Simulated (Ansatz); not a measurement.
From SnH3(CH3) to C4H12Sn: predicting a member

Gas-phase molecules. On one C centre that keeps SnH3, n of the H ligands are replaced by CH3. The HOMO–LUMO gap y in eV at wB97X-V/def2-TZVPP. Shapes: PBE0-D4/def2-TZVP. Programs: Ansatz 0.2.0.

| molecule | n | y (eV) |
| --- | --- | --- |
| SnH3(CH3) | 0 | 12.68 |
| C2H8Sn | 1 | 12.14 |
| C3H10Sn | 2 | ? |
| C4H12Sn | 3 | 11.55 |

Q: Fit y = c + s·n to the known rows and predict C3H10Sn.

A: 
1. Means of the 3 rows: n = 1.33333, y = 12.123.
2. Σ(Δn)² = 4.6667, Σ(Δn·Δy) = -1.7033, so the slope is -1.7033/4.6667 = -0.36499.
3. Intercept: 12.123 − (-0.36499) × 1.33333 = 12.610. The largest residual of the fit is 0.10.
4. C3H10Sn: 12.610 + (-0.36499) × 2 = 11.88 eV.

The run gave 11.79 eV, so the prediction is off by +0.09 eV, within the largest residual. The step per swap drifts from -0.54 to -0.24 eV. Other levels give for C3H10Sn: r2SCAN0-D4/def2-TZVPP 8.25; wB97M-V/def2-TZVPP 11.28 eV. Orbital gaps aren't excitation energies, and the LUMO depends on the basis. For atoms past krypton def2 sets carry core potentials with scalar relativity.

The gap narrows with every methyl group added at the carbon bound to tin, but by less each time. The HOMO is probably mainly the Sn–C σ bond, which is polarised towards carbon. Replacing C–H with C–C bonds lets filled σ orbitals of the alkyl group mix with it and push it up. As the orbital spreads over more of the alkyl group, each further methyl has less effect, which would explain the flattening. A straight line misses this curvature and so overestimates the gap of the isopropyl member, C3H10Sn. The gaps alone can't show how much of the narrowing comes from the HOMO rather than the LUMO.

For C3H10Sn, the spread between functionals is larger than the whole substituent effect, probably in part because they treat long-range exchange differently. The data therefore support an ordering within one level of theory, not an absolute gap. The tert-butyl member has no hydrogen left on that carbon, so the fitted slope can't be carried over to longer chains or to alkylation at tin.
